Problem. A fused-silica plate of thickness d has its cathodic face on a grounded electrode (z = 0) and its anodic face free (z = d). Poling at voltage U swept Na⁺ out of a layer of depth L under the anodic face, leaving uniform charge ρ = −Q/L; the displaced ions discharge at z = 0. The free face retains the anode charge, σ = +Q. An electrode of the same metal, shorted to the back electrode, lies across a vacuum gap g. Charges stay frozen after cooling; edges are ignored. Inputs: ε = 3.8 (typical); assumed U = 4.0 kV, L = 10 µm, d = 0.50 mm, g = 2.0 mm, no frozen dipolar polarisation. Predict, then calculate, the gap field E (positive along +z) when (a) d is doubled, (b) g is halved, (c) 2.0 % of σ is neutralised, (d) the Na content is halved before poling at the same U, (e) σ migrates as a sheet to depth a = 3.0 µm.

Solution: general result.
In the film D = ε₀εE(z) + P(z), P being frozen polarisation along +z. Gauss's law gives D(z) = ε₀E − σ − ∫(z→d) ρ dz′. Integrating over the film, the last term by parts,
ε₀ε ∫E(z) dz = d(ε₀E − σ_eq), σ_eq = σ + ⟨P⟩ + (1/d)∫ zρ dz.
Open circuit (E = 0): V_s = σ_eq d/(ε₀ε).
Short circuit (∫E(z) dz + gE = 0): E = σ_eq d/[ε₀(d + εg)] = V_s/(g + d/ε).

Reference state.
During poling the conducting bulk is field-free, so U = QL/(2ε₀ε). Hence Q = 26.9 mC/m², depleted-site density N = Q/(eL) = 1.68 × 10¹⁶ cm⁻³, peak internal field 2U/L = 0.80 V/nm.
σ_eq = Q − Q(1 − L/2d) = QL/(2d) = 0.269 mC/m², V_s = U, d/ε = 0.132 mm, E₀ = +1.88 kV/mm.

(a) Reasoning: a neutral double layer fixes a potential step, so V_s stays. Only the electrical length g + d/ε grows, to first order changing E by −(d/ε)/(g + d/ε) ≈ −6 %.
Calculation: σ_eq = 0.135 mC/m², d/ε = 0.263 mm, E = 1.77 kV/mm (−5.8 %).

(b) Reasoning: E rises, by less than a factor 2, because d/ε remains in series.
Calculation: E = 3.53 kV/mm, a factor 1.88.

(c) Reasoning: σ_eq is a small difference of large terms. Uncompensated charge drives a field across all of d, whereas the double layer acts only over L/2, so a fractional loss f is amplified by 2d/L = 100. Expect a sign reversal.
Calculation: σ_eq = Q(L/2d − f) vanishes at f = 1.0 %. For f = 2.0 %, σ_eq = −0.269 mC/m², V_s = −4.0 kV, E = −1.88 kV/mm, while the open-circuit peak internal field σ/(ε₀ε) drops by only the fraction f.

(d) Reasoning: the layer widens until it drops all of U, so QL is fixed and E is unchanged.
Calculation: U = eNL²/(2ε₀ε) gives L ∝ N^(−1/2), so L = 14.1 µm, Q = 19.0 mC/m², peak field 0.57 V/nm, σ_eq = 0.269 mC/m², E = 1.88 kV/mm. The null of part (c) moves to f = 1.4 %.

(e) Reasoning: the weight of the sheet falls from 1 to 1 − a/d, and the dipole arm shrinks from L/2 to L/2 − a. E falls by the fraction 2a/L and would reverse beyond a = L/2.
Calculation: σ_eq = Q(L/2 − a)/d = 0.108 mC/m², V_s = 1.6 kV, E = 0.75 kV/mm (−60 %).

All numbers are the model's. As typical knowledge, poled silica kept in air collects screening charge until its surface potential is a small fraction of U, so the reference state overestimates the gap field of a stored sample by roughly an order of magnitude or more; part (c) shows that so small an adjustment of σ leaves the internal field almost intact.